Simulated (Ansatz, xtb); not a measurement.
CH5SiTe+: which of two isomers lies lower

We compare I, `C[Te+]=[SiH2]`, a singlet, with II, `C1[SiH2][TeH+]1`, a singlet. Both are isolated ions in the gas phase, relaxed with PBE0-D3(BJ)/def2-SVP, each in the lowest conformer that the search found.

I (Å):

```yaml
atoms:
  - { symbol: C, position_ang: [0.7396, 1.2309, 0.8883] }
  - { symbol: Si, position_ang: [-0.5788, -1.7554, 1.7710] }
  - { symbol: Te, position_ang: [0.3643, 0.1774, 2.7403] }
  - { symbol: H, position_ang: [0.1754, 2.1703, 0.9443] }
  - { symbol: H, position_ang: [0.4163, 0.6296, 0.0306] }
  - { symbol: H, position_ang: [1.8198, 1.4197, 0.8506] }
  - { symbol: H, position_ang: [-0.7208, -1.8777, 0.2999] }
  - { symbol: H, position_ang: [-1.0303, -2.8529, 2.6566] }
```

II (Å):

```xyz
8

C    -0.1021    0.2499    2.1602
Si   -0.5320   -0.1313    0.4092
Te    1.3493   -1.3752    1.6802
H    -0.7625   -0.1106    2.9604
H     0.4293    1.1712    2.4291
H     0.0286    0.7168   -0.6622
H    -1.6646   -1.0449    0.1557
H     2.4688   -0.2839    1.1020
```

Energies in hartree; the thermal terms are from PBE0-D3(BJ)/def2-SVP harmonic frequencies (ideal gas, rigid rotor, one conformer each, 298.15 K, 1 atm) and include the zero-point energy:

|  | I | II |
| --- | --- | --- |
| E, CCSD(T)/def2-TZVP | −597.240821 | −597.235545 |
| zero-point energy | 0.053401 | 0.050814 |
| H(298 K) − E | 0.060136 | 0.056697 |
| G(298 K) − E | 0.022538 | 0.021727 |

Q: Work out ΔE, ΔE₀, ΔH and ΔG for I → II in kJ/mol (1 Eh = 2625.50 kJ/mol) and the equilibrium ratio [II]/[I].

A: 1. ΔE = −597.235545 − (−597.240821) = +0.005276 Eh = +13.85 kJ/mol.
2. ΔE₀ = ΔE + ΔZPE = +0.005276 + (−0.002587) Eh = +7.06 kJ/mol.
3. ΔH = ΔE + (−0.003439) Eh = +4.82 kJ/mol.
4. ΔG = ΔE + (−0.000811) Eh = +11.72 kJ/mol, so ΔS = (ΔH − ΔG)/T = −23.1 J/(mol K).
5. kT = 0.9442 mEh, so K = [II]/[I] = exp(−ΔG/kT) = exp(−4.73) ≈ 0.0088.

Structure I is favoured at this temperature. An error of 4 kJ/mol in ΔG would change K by a factor of 5. Mirror images and further conformers aren't counted.

As drawn, II has 1 C–Si, 1 Si–Te, 1 Te–H in place of 1 Si=Te, 1 C–H. Structure I has no ring, II a 3-membered ring.

Other levels gave ΔE = +40.9 (GFN2-xTB); +40.1 (HF/STO-3G, GFN2-xTB geometries); +10.2 (r2SCAN-D4/def2-SVP, GFN2-xTB geometries); +10.7 (PBE0-D3(BJ)/def2-SVP); +23.4 (HF/def2-TZVP); +10.7 (MP2/def2-TZVP) kJ/mol. The correlated steps freeze 10 core orbitals; the filled d shell of Te is correlated, in a basis made for valence electrons. Atoms past krypton carry core potentials in the def2 sets, without spin–orbit terms. Programs: Ansatz 0.2.0, xtb 6.7.1.

The open ion I lies below the ring at every level listed, but the preference is modest. Isomer II gains a C–Si bond, yet it trades a strong C–H bond for a weak Te–H bond and takes on the strain of a three-membered ring. In I, the planar silicon centre and the shorter Si–Te contact fit donation from a tellurium lone pair into the empty silicon p orbital, so the ion is probably best seen as a tellurium-stabilised silylium with partial π bonding, not a full Si=Te double bond.

Vibration narrows the gap, since a stiff C–H stretch gives way to a softer Te–H one. Entropy then restores part of it, as closing the ring removes the loose methyl and skeletal motions of the chain. Correlation favours the ring: the gap falls from +23.4 kJ/mol in HF/def2-TZVP to +13.85 kJ/mol with CCSD(T), while MP2 slightly overshoots this shift. The ordering says nothing about the barrier between the two, so II could still persist if formed cold.
